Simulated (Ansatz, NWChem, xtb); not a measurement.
Ligand exchange: SbH2(CH3) + CH3N → SbH3 + C2H5N

Species: SbH2(CH3), singlet; CH3N `C=N`, singlet; SbH3 (stibine) `[SbH3]`, singlet; C2H5N (ethanimine) `[H]/N=C\C`, singlet. The partners trade CH3 for H: Sb–CH3 and C–H bonds give way to Sb–H and C–CH3.

Shapes, held fixed at every level: PBE0-D4/def2-TZVP. Programs: Ansatz 0.2.0, NWChem 7.3.0, xtb 6.7.1. A level may come from different programs for different species; with the same settings they agree closely. The zero-point and thermal change to 298 K, harmonic and unscaled (PBE0-D4/def2-TZVP), is -5.4 kJ/mol.

Q: Estimate ΔH(298 K) of this reaction.

A: The highest level, CCSD(T)/def2-TZVPP, gives ΔH(298 K) = -11.5 kJ/mol; the levels span -65.8 to -7.7. The column of differences is taken from that level and isn't an error. No measured value is set beside it here. For atoms past krypton def2 sets carry core potentials with scalar relativity. Outer-core shells of Sb are correlated in most correlated rows, in sets that cover them unevenly.

```
              level                   kind  ΔH(298 K) (kJ/mol)  less CCSD(T)/def2-TZVPP
           GFN1-xTB         semi-empirical               -65.8                    -54.3
  PBE-D4/def2-TZVPP                    GGA               -17.5                     -6.0
      PBE0/def2-SVP          global hybrid               -29.3                    -17.8
BHLYP-D4/def2-TZVPP          global hybrid               -15.8                     -4.3
 PBE0-D4/def2-TZVPP          global hybrid               -18.3                     -6.8
  B2PLYP/def2-TZVPP          double hybrid               -13.3                     -1.8
     MP2/def2-TZVPP    perturbation theory                -7.7                     +3.8
   CCSD(T)/def2-SVP  coupled cluster or CI               -26.1                    -14.6
 CCSD(T)/def2-TZVPP  coupled cluster or CI               -11.5                      0.0
```

Exchanging methyl for hydrogen is exothermic at every level, and mildly so at all but GFN1-xTB, and the harmonic term of -5.4 kJ/mol supplies nearly half of the CCSD(T)/def2-TZVPP value, so the electronic preference is slight. This suggests two nearly cancelling effects. Methyl on the imine carbon is stabilised by the stronger bond to an sp2 centre and by hyperconjugation into the C=N π* orbital. Against this, the reaction gives up a polar Sb–C bond for a less polar Sb–H bond, since carbon is more electronegative than hydrogen.

With so small a balance, the basis matters as much as the treatment of correlation. Going from def2-SVP to def2-TZVPP moves CCSD(T) by 14.6 kJ/mol, more than the final reaction enthalpy itself. The sign is therefore better supported than the magnitude, and the closeness of B2PLYP to CCSD(T) in the larger basis doesn't show that either is converged. GFN1-xTB exaggerates the driving force severely, probably through an unbalanced parametrisation of the Sb–C and Sb–H bonds. The favourable enthalpy says nothing about the barrier to exchange.
